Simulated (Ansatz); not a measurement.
Abstraction of H: GeH2(CH3)Cl + C2H3Sn → GeH2(CH2)Cl + C2H4Sn

Species: GeH2(CH3)Cl, singlet; C2H3Sn `C#[C][SnH2]`, doublet; GeH2(CH2)Cl, doublet; C2H4Sn `C#[C][SnH3]`, singlet. A radical takes H: the energy is the difference in strength between the C–H bond broken and the Sn–H bond made.

Shapes, held fixed at every level: PBE0-D4/def2-TZVP. Flexible molecules stand in one conformer, not always the lowest. Programs: Ansatz 0.2.0. The zero-point and thermal change to 298 K, harmonic and unscaled (PBE0-D4/def2-TZVP), is -13.5 kJ/mol.

Task: Estimate ΔH(298 K) of this reaction.

Result: The highest level, CCSD(T)/def2-TZVPP, gives ΔH(298 K) = +108.7 kJ/mol; the levels span +83.9 to +135.4. The column of differences is taken from that level and isn't an error. No measured value is set beside it here. Open shells run unrestricted. For atoms past krypton def2 sets carry core potentials with scalar relativity. Relativity is left out for Ge. Outer-core shells of Ge, Sn are correlated in most correlated rows, in sets that cover them unevenly.

```json
{"level": "HF/def2-SVP", "kind": "Hartree–Fock", "ΔH(298 K) (kJ/mol)": "+83.9", "less CCSD(T)/def2-TZVPP": "-24.8"}
{"level": "SPW92/def2-TZVPP", "kind": "LDA", "ΔH(298 K) (kJ/mol)": "+135.4", "less CCSD(T)/def2-TZVPP": "+26.7"}
{"level": "PBE-D4/def2-TZVPP", "kind": "GGA", "ΔH(298 K) (kJ/mol)": "+122.6", "less CCSD(T)/def2-TZVPP": "+13.9"}
{"level": "B3LYP-D4/def2-TZVPP", "kind": "global hybrid", "ΔH(298 K) (kJ/mol)": "+114.8", "less CCSD(T)/def2-TZVPP": "+6.1"}
{"level": "r2SCAN0-D4/def2-TZVPP", "kind": "global hybrid", "ΔH(298 K) (kJ/mol)": "+108.0", "less CCSD(T)/def2-TZVPP": "-0.7"}
{"level": "B2PLYP/def2-TZVPP", "kind": "double hybrid", "ΔH(298 K) (kJ/mol)": "+114.1", "less CCSD(T)/def2-TZVPP": "+5.4"}
{"level": "CCSD/def2-TZVPP", "kind": "coupled cluster or CI", "ΔH(298 K) (kJ/mol)": "+105.4", "less CCSD(T)/def2-TZVPP": "-3.3"}
{"level": "CCSD(T)/def2-TZVPP", "kind": "coupled cluster or CI", "ΔH(298 K) (kJ/mol)": "+108.7", "less CCSD(T)/def2-TZVPP": "0.0"}
```

Hydrogen transfer from carbon to tin is strongly endothermic at every level, with CCSD(T) giving +108.7 kJ/mol. The C–H bond is much stronger than the Sn–H bond because carbon's compact valence orbitals overlap well with hydrogen 1s, whereas tin's diffuse 5s and 5p orbitals do so poorly. The stiffer C–H stretch also carries more zero-point energy, which explains why the vibrational correction favours the products. The reverse step, a carbon radical taking hydrogen from a stannane, is therefore downhill, in keeping with the use of tin hydrides as hydrogen donors.

The triples raise the CCSD value only slightly, which suggests that the electron correlation left out matters little to the sign. Hartree–Fock gives the smallest endothermicity, but its smaller basis prevents the whole shortfall from being assigned to missing correlation. The close match of r2SCAN0-D4 may owe something to error cancellation. Abstraction from germanium, whose Ge–H bonds are normally weaker than C–H, is probably less uphill but isn't tested here.
